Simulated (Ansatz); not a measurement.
Ligand exchange: C2H6Si + SiH3(TeH) → C2H8Si2 + H2Te

Gas-phase species: C2H6Si (vinylsilane) `C=C[SiH3]`, singlet; SiH3(TeH), singlet; C2H8Si2 `[SiH3]/C=C/[SiH3]`, singlet; H2Te (hydrogen telluride) `[TeH2]`, singlet. The partners trade H for SiH3: C–H and Te–SiH3 bonds give way to C–SiH3 and Te–H.

Shapes, held fixed at every level: PBE0-D4/def2-TZVP. Programs: Ansatz 0.2.0. The zero-point and thermal change to 298 K, harmonic and unscaled (PBE0-D4/def2-TZVP), is -9.7 kJ/mol.

```json
{"level": "HF/def2-TZVPP", "kind": "Hartree–Fock", "ΔH(298 K) (kJ/mol)": "+51.3", "less CCSD(T)/def2-TZVPP": "+5.9"}
{"level": "SPW92/def2-TZVPP", "kind": "LDA", "ΔH(298 K) (kJ/mol)": "+45.6", "less CCSD(T)/def2-TZVPP": "+0.2"}
{"level": "B3LYP-D4/def2-TZVPP", "kind": "global hybrid", "ΔH(298 K) (kJ/mol)": "+46.9", "less CCSD(T)/def2-TZVPP": "+1.5"}
{"level": "wB97X-V/def2-TZVPP", "kind": "range-separated hybrid", "ΔH(298 K) (kJ/mol)": "+48.0", "less CCSD(T)/def2-TZVPP": "+2.6"}
{"level": "B2PLYP/def2-TZVPP", "kind": "double hybrid", "ΔH(298 K) (kJ/mol)": "+48.8", "less CCSD(T)/def2-TZVPP": "+3.4"}
{"level": "MP2/def2-TZVPP", "kind": "perturbation theory", "ΔH(298 K) (kJ/mol)": "+50.9", "less CCSD(T)/def2-TZVPP": "+5.5"}
{"level": "CCSD/def2-SVP", "kind": "coupled cluster or CI", "ΔH(298 K) (kJ/mol)": "+44.0", "less CCSD(T)/def2-TZVPP": "-1.4"}
{"level": "CCSD(T)/def2-TZVPP", "kind": "coupled cluster or CI", "ΔH(298 K) (kJ/mol)": "+45.4", "less CCSD(T)/def2-TZVPP": "0.0"}
```

The highest level, CCSD(T)/def2-TZVPP, gives ΔH(298 K) = +45.4 kJ/mol; the levels span +44.0 to +51.3. The column of differences is taken from that level and isn't an error. No measured value is set beside it here. For atoms past krypton def2 sets carry core potentials with scalar relativity. Outer-core shells of Te are correlated, in sets that cover them unevenly.

The exchange is clearly endothermic at every level, with +45.4 kJ/mol from CCSD(T): hydrogen favours carbon and silyl favours tellurium. A strong vinylic C–H bond is given up for a weak Te–H bond, in which the diffuse Te 5p orbital overlaps poorly with the compact H 1s. Silicon's larger valence orbitals suit tellurium better, so moving silyl to carbon doesn't repay the loss. The vibrational term works the other way, since a stiff C–H stretch gives way to a softer Te–H one, but it is far too small to change the sign.

MP2 stays almost at the Hartree–Fock value, so second-order correlation recovers little of the shift towards CCSD(T). The near-coincidence of LDA with coupled cluster probably reflects cancellation between the two sides rather than accurate individual bond energies. The CCSD entry can't isolate the effect of triples, because the basis changes too. With two molecules on each side, entropy is unlikely to offset the unfavourable enthalpy near room temperature, though the enthalpy alone says nothing about the barrier.
